Appendix A. The symmetrised master equation and its variational bound in a two-level model

A.1 Conventions and statement

The energy axis of the reactant is divided into N grains. Grain i has population g_i, equilibrium fraction f_i > 0 (Σ f_i = 1) and microcanonical rate coefficient k_i ≥ 0 for irreversible loss to product. Collisions with a thermal bath occur at a frequency ω that is independent of energy and, at fixed temperature, proportional to pressure. P_ij ≥ 0 is the probability that one collision takes a molecule from grain j to grain i, so every column sums to one. The master equation is

dg/dt = M g,  M_ij = ω(P_ij − δ_ij) − k_i δ_ij,  (A1)

and detailed balance reads

P_ij f_j = P_ji f_i ≡ W_ij.  (A2)

All grains are assumed to be connected by chains of non-zero P_ij, and the k_i are not all equal. The eigenvalues of M are written λ_n = −κ_n, with κ_1 the smallest of the κ_n, and k_uni ≡ κ_1. The high-pressure rate coefficient is k_∞ = Σ k_i f_i. Four results hold: (i) M is similar to a real symmetric matrix and all κ_n are real and positive; (ii) k_uni = Σ k_i g_i over the first eigenvector normalised to Σ g_i = 1; (iii) k_uni < k_∞; (iv) k_uni is an increasing, concave function of ω.

A.2 Proof for N grains

Let F = diag(f_i) and S = F^(−1/2) M F^(1/2). For i ≠ j, S_ij = ω P_ij (f_j/f_i)^(1/2) = ω W_ij/(f_i f_j)^(1/2), which is symmetric by (A2), and S_ii = M_ii. The spectrum of M is therefore real, and an eigenvector y of S gives the eigenvector g = F^(1/2) y of M.

Write y_i = f_i^(1/2) h_i, so that h_i = g_i/f_i measures the population relative to equilibrium. Since Σ_i W_ij = f_j and Σ_j W_ij = f_i, the sum ½ Σ W_ij (h_i − h_j)² equals Σ f_i h_i² − Σ W_ij h_i h_j, and the Rayleigh quotient of −S becomes

R[h] = (ω C[h] + K[h]) / Σ f_i h_i²,
C[h] = ½ Σ_ij W_ij (h_i − h_j)²,  K[h] = Σ k_i f_i h_i².  (A3)

Both terms are non-negative. C vanishes only for constant h, because the grains are connected, and K is then positive, so −S is positive definite. This proves (i). (If every k_i were zero, h = 1 would give the eigenvalue zero of thermal equilibrium.) The variational principle for symmetric matrices gives

k_uni = min_h R[h].  (A4)

The off-diagonal elements of S are non-negative and connect all grains, so by the Perron–Frobenius theorem the first eigenvector is non-degenerate and strictly positive, and it can be scaled to Σ g_i = 1. Summing M g = −κ_1 g over i removes the collision term, because the columns of P − 1 sum to zero, and leaves (ii).

The trial h = 1 gives C = 0 and R = k_∞. It is an eigenvector only if all k_i are equal, which proves (iii) with strict inequality. A second trial, h = 1 on the grains with k_i = 0 (set a) and h = 0 on the others (set b), has K = 0 and bounds the rate from the low-pressure side:

k_uni ≤ ω Σ_(i∈b, j∈a) P_ij f_j / Σ_(j∈a) f_j.  (A5)

For fixed h, R is a straight line in ω with non-negative slope. The lower envelope of a family of straight lines is concave, and it cannot decrease if none of the lines does. With h the exact eigenvector, the Hellmann–Feynman theorem gives dκ_1/dω = C[h]/Σ f_i h_i², which is strictly positive since h is not constant. This proves (iv). With A = F^(−1/2)(1 − P)F^(1/2) and orthonormal eigenvectors y_n, second-order perturbation theory gives the curvature

d²κ_1/dω² = −2 Σ_(n≥2) (y_nᵀ A y_1)²/(κ_n − κ_1) ≤ 0.  (A6)

The local order in pressure, m = d ln k_uni/d ln ω = ωC/(ωC + K), is the collisional share of the quotient (A3) and lies between 0 and 1.

A.3 The two-level model in closed form

Two levels suffice to show all of this. Level a does not react, level b reacts with rate coefficient k, and f_a = 1 − φ, f_b = φ. Column sums and (A2) leave one free parameter γ in the kernel: P_ba = γφ, P_ab = γ(1 − φ). With w = γω,

M = [ −wφ, w(1 − φ) ; wφ, −w(1 − φ) − k ],
S = [ −wφ, w√(φ(1 − φ)) ; w√(φ(1 − φ)), −w(1 − φ) − k ],  (A7)

where a semicolon separates rows. The trace is −(w + k) and the determinant wφk, so

κ² − (w + k)κ + wφk = 0,  κ_1,2 = ½[w + k ∓ √D],
D = (w + k)² − 4wφk = [w + k(1 − 2φ)]² + 4k²φ(1 − φ).  (A8)

The second form of D is positive, which is the reality of the spectrum; the sum and the product of the roots are positive, so both roots are. The first row of M g = −κ_1 g gives g_b/g_a = (wφ − κ_1)/[w(1 − φ)], and the sum of the two rows gives g_b = κ_1/k, which is (ii). The quadratic in (A8) takes the value −k²φ(1 − φ) < 0 at κ = k_∞ = φk, so k_∞ lies between the roots and κ_1 < k_∞. In the same way the values −w²φ(1 − φ) at κ = wφ, −wk(1 − φ) at κ = w and +wφk at κ = w + k give κ_1 < wφ, which is (A5), and w < κ_2 < w + k. Differentiation gives

dκ_1/dw = ½{1 − [w + k(1 − 2φ)]/√D} > 0,
d²κ_1/dw² = −2k²φ(1 − φ)/D^(3/2) < 0,  (A9)

which is (iv). At high pressure κ_1 = φk − φ(1 − φ)k²/w + O(w⁻²); the first correction is the equilibrium variance of the rate coefficient divided by w. For the trial h = (1, t), (A3) reads

R(t) = [wφ(1 − φ)(1 − t)² + kφt²]/[(1 − φ) + φt²],  (A10)

with R(1) = k_∞, R(0) = wφ and the minimum κ_1 at t* = 1 − κ_1/(wφ).

Since κ_1 = wφk/κ_2 and κ_2 = w + k − κ_1, the exact root is related to the Lindemann expression k_L = φk w/(w + k) by

κ_1 = k_L/[1 − κ_1/(w + k)] > k_L,  (A11)

with relative excess φwk/(w + k)² to first order in φ, at most φ/4. The Lindemann expression is thus a lower bound in this model, while every R(t) is an upper bound.

The two-level problem is also an exact reduction of a grained one. Take N grains, the kernel P_ij = (1 − γ)δ_ij + γ f_i with 0 < γ ≤ 1, which obeys (A2), and a step-shaped rate coefficient, zero on N_a grains and k on N_b grains of total equilibrium weight φ. The summed populations of the two sets obey (A7). A vector confined to one set with zero sum is an eigenvector with κ = w (N_a − 1 times) or κ = w + k (N_b − 1 times). The full spectrum is κ_1 < w < κ_2 < w + k; k_uni is that of the two-level model, but for N_a > 1 the next decay rate is w and not κ_2.

A corollary concerns the strong-collision kernel P_ij = f_i (γ = 1). Its matrix A has eigenvalue 0 on the vector f^(1/2) and 1 on the orthogonal complement. If all eigenvalues of some other kernel P are non-negative, its A has eigenvalue 0 on the same vector and at most 1 elsewhere, so its C[h] is nowhere larger and (A4) gives k_uni ≤ k_uni(strong). The condition is needed. In the two-level model the second eigenvalue of P is 1 − γ, positivity of the P_ij allows γ up to 1/max(φ, 1 − φ), and γ > 1 gives a rate above the strong-collision one.

A.4 Numbers I: two adjacent 100 cm⁻¹ grains at 770 K

The differences between bounds and exact root are visible when φ is of order one. This is the case for an isolated pair of neighbouring grains, one just below and one just above the threshold for cyclopropane → propene. At 770 K, k_B T/hc = 535.18 cm⁻¹ and a step of 100 cm⁻¹ contributes −0.1869 to ln(f_b/f_a). For the density of vibrational states we use the Whitten–Rabinovitch form ρ ∝ (E + aE_z)^(s−1) with s = 3·9 − 6 = 21 modes and the energy dependence of a ignored. The assumed, typical inputs are E₀ = 22 700 cm⁻¹ (64.9 kcal mol⁻¹) and aE_z = 15 600 cm⁻¹. Then ln ρ rises by 100·20/38 300 = 0.0522 per grain, ln(f_b/f_a) = −0.1346, f_b/f_a = 0.874 and φ = 0.466. A change of 10 per cent in the slope of ln ρ moves φ by 0.0013, so φ = 0.466 is adopted as the defining value of the model and the further digits below are those of the model. The pair is cut off from all other grains: it has the local population ratio of the molecule and says nothing about its thermal rate. Here γ may reach 1/0.534 = 1.87.

At w = k the matrices are M/k = [−0.466, 0.534; 0.466, −1.534] and S/k = [−0.466, 0.4988; 0.4988, −1.534]. With x = w/k, (A8) and (A9) give

x     κ_1/k    κ_2/k     κ_1/k_∞   k_L/k_∞   dκ_1/dw
0.1   0.0441   1.0559    0.0947    0.0909    0.4170
1     0.2692   1.7308    0.5778    0.5000    0.1346
3     0.3869   3.6131    0.8303    0.7500    0.0245
10    0.4413   10.5587   0.9471    0.9091    0.0024

All roots are real and positive, κ_1 stays below both k_∞ = 0.466 k and wφ (0.0466 k at x = 0.1), and the slope is positive and falls steadily from its limit φ at x → 0. At x = 1 the curvature is −0.1594/k from (A9), and the single term of (A6) has the same value. At x = 10 the two-term high-pressure expansion gives 0.4411 k against the exact 0.4413 k.

At x = 1 the eigenvector has g_b/g_a = 0.3685, hence g_b = 0.2692 = κ_1/k, and t* = 0.4222. The Lindemann steady state, dg_b/dt = 0 in (A7), has g_b/g_a = wφ/[w(1 − φ) + k] and t = w(1 − φ)/[w(1 − φ) + k] = 0.348, which is 18 per cent smaller than t*. Inserted in (A10) it gives R = 0.2747 k, only 2.0 per cent above κ_1, because R is stationary at the minimum. Inserted in the sum of (ii), with g = (0.767, 0.233), it gives 0.233 k = k_L, 13 per cent below κ_1, in accord with (A11). The formula k_uni = Σ k_i g_i is exact for the eigenvector but responds in first order to a defect in it; the quotient (A3) responds in second order and always from above.

Holding t = t*(x = 1) fixed, (A10) is the line R/k = 0.1346 (x + 1). It touches κ_1 at x = 1 and lies above it elsewhere: 0.1481 against 0.0441 at x = 0.1 and 0.5385 against 0.3869 at x = 3. This is the envelope argument for concavity in numbers. Slope and intercept are equal because κ_1 in (A8) is symmetric in w and k, and so m = ½ at x = 1.

The eigenvalue k_uni is the observed rate coefficient only if the faster modes die out before much reaction has occurred. From a thermal start the surviving fraction is Σ c_n exp(−κ_n t), with c_n = (y_n · f^(1/2))² ≥ 0 and Σ c_n = 1. Its initial slope gives Σ c_n κ_n = k_∞, so k_∞ is a weighted mean of the κ_n, which is a second route to (iii). For the pair at x = 1, κ_2/κ_1 = 6.43, c_1 = 0.8654 and c_2 = 0.1346, and each mode carries 0.233 k of the initial rate. Results (i) to (iv) hold exactly, although the decay is not a single exponential.

A.5 Numbers II: reservoir and activated level

For the thermal reaction the reduction of A.3 is the relevant one: a ladder of 100 cm⁻¹ grains up to an assumed ceiling of 35 000 cm⁻¹ has 350 grains, and with the step-shaped k and the γ-kernel it collapses to (A7). The bath is cyclopropane itself; (A1) stays linear because the depleted grains hold a negligible share of the collision partners. The assumed, typical inputs are a hard-sphere diameter d = 4.8 Å, a molar mass of 42.08 g mol⁻¹ (reduced mass μ = 21.04 u), γ = 1 for the parent gas, k_∞ = 5.0 × 10⁻⁴ s⁻¹ and a fall-off centre near 3 Torr. One Torr at 770 K is 1.254 × 10¹⁶ cm⁻³, the mean relative speed (8k_B T/πμ)^(1/2) is 880 m s⁻¹, the collision rate coefficient πd² × speed is 6.37 × 10⁻¹⁰ cm³ s⁻¹, and ω/p = 8.0 × 10⁶ s⁻¹ Torr⁻¹. The choice k = 2.4 × 10⁷ s⁻¹ places x = 1 at 3 Torr, and φ = k_∞/k = 2.1 × 10⁻¹¹. Both k_∞ and the centre were chosen to reproduce typical behaviour and are not results. The fraction φ is an effective weight; grains just above threshold, where k(E) ≪ ω, act as part of the reservoir.

By (A11) the exact root exceeds k_L by at most φ/4 = 5.2 × 10⁻¹² in relative terms, so the model curve is k_uni/k_∞ = x/(1 + x). At 3 Torr the model has k_uni = 2.5 × 10⁻⁴ s⁻¹, the next decay rate is w = 2.4 × 10⁷ s⁻¹, and their ratio is 1.0 × 10⁻¹¹. The decay is a single exponential for every practical purpose.

The wide separation has a numerical price. A stable eigensolver for symmetric matrices returns eigenvalues with a rounding error of order ε times the largest |λ|. With ε = 2.2 × 10⁻¹⁶ and κ_2 = 4.8 × 10⁷ s⁻¹ this is 1.1 × 10⁻⁸ s⁻¹, or 4 × 10⁻⁵ of k_uni, and it grows relative to k_uni as the temperature falls. The minus sign in (A8) suffers the same cancellation, which the form κ_1 = 2wφk/(w + k + √D) avoids. The quotient (A3) is likewise a sum of non-negative terms and is insensitive in first order to defects in h.

A.6 What two levels leave out

A single k gives the narrow Lindemann shape. As typical knowledge, not as a measurement, the fall-off of cyclopropane is broader, and the two-level value at 0.1 Torr is too low by roughly a factor of three. The cause is the spread of k(E), which the γ-kernel admits in closed form. For arbitrary k_i, M g = −κ g with Σ g_i = 1 gives g_i = w f_i/(w + k_i − κ), and therefore

Σ w f_i/(w + k_i − κ) = 1,  κ_1 = Σ k_i f_i w/(w + k_i − κ_1) > Σ k_i f_i w/(w + k_i).  (A12)

The last sum is the Hinshelwood–Lindemann expression; dropping κ_1 in the denominators changes each term by a relative amount κ_1/(w + k_i), which (A5) keeps below the ratio of activated to reservoir weight. Let two activated levels, with rate coefficients k/r and kr, each carry half of k_∞. Then

k_uni/k_∞ = ½[x/(x + r) + x/(x + 1/r)],  (A13)

which equals ½ at x = 1 for every r. For the illustrative value r = 10, chosen to give a breadth of the typical kind, the activated levels have total weight 5.05 φ = 1.05 × 10⁻¹⁰, and the two models give for k_uni/k_∞

p/Torr   x      two levels   three levels
0.1      1/30   0.032        0.127
1        1/3    0.250        0.401
3        1      0.500        0.500
10       10/3   0.769        0.610
90       30     0.968        0.873

These are numbers of the models. The spread raises the rate at 0.1 Torr by a factor 3.9 and slows the approach to k_∞, yet each term of (A13) is increasing, concave and bounded, as (iii) and (iv) demand.

The three-level curve also marks a limit of the theorem. Concavity holds in ω on linear axes and does not imply concavity of the usual plot of log k_uni against log p. From (A13) the order m falls through 0.165 at x = 1 to a minimum of 0.161 at x = 1.4, rises to a maximum of 0.184 at x = 5.8 and then falls again. Between the minimum and the maximum the logarithmic curve is locally convex while 0 < m < 1 still holds.

Three further conditions delimit the statement. The kernel P must not depend on pressure, which requires isolated binary collisions at fixed temperature and bath composition. With several product channels the theorem applies to the total rate; a channel rate Σ k_i(channel) g_i is not an eigenvalue and is not covered by (A4). If the reaction is reversible, as in an isomerisation between two bound wells whose microcanonical rates obey detailed balance, the joint matrix is still symmetrisable, but its first eigenvalue is zero. The slowest relaxation rate is then the minimum of the quadratic form over the fixed subspace orthogonal to f^(1/2), so it remains non-decreasing and concave in ω, and when it is well separated from the collisional modes it is the sum of the forward and reverse rate coefficients.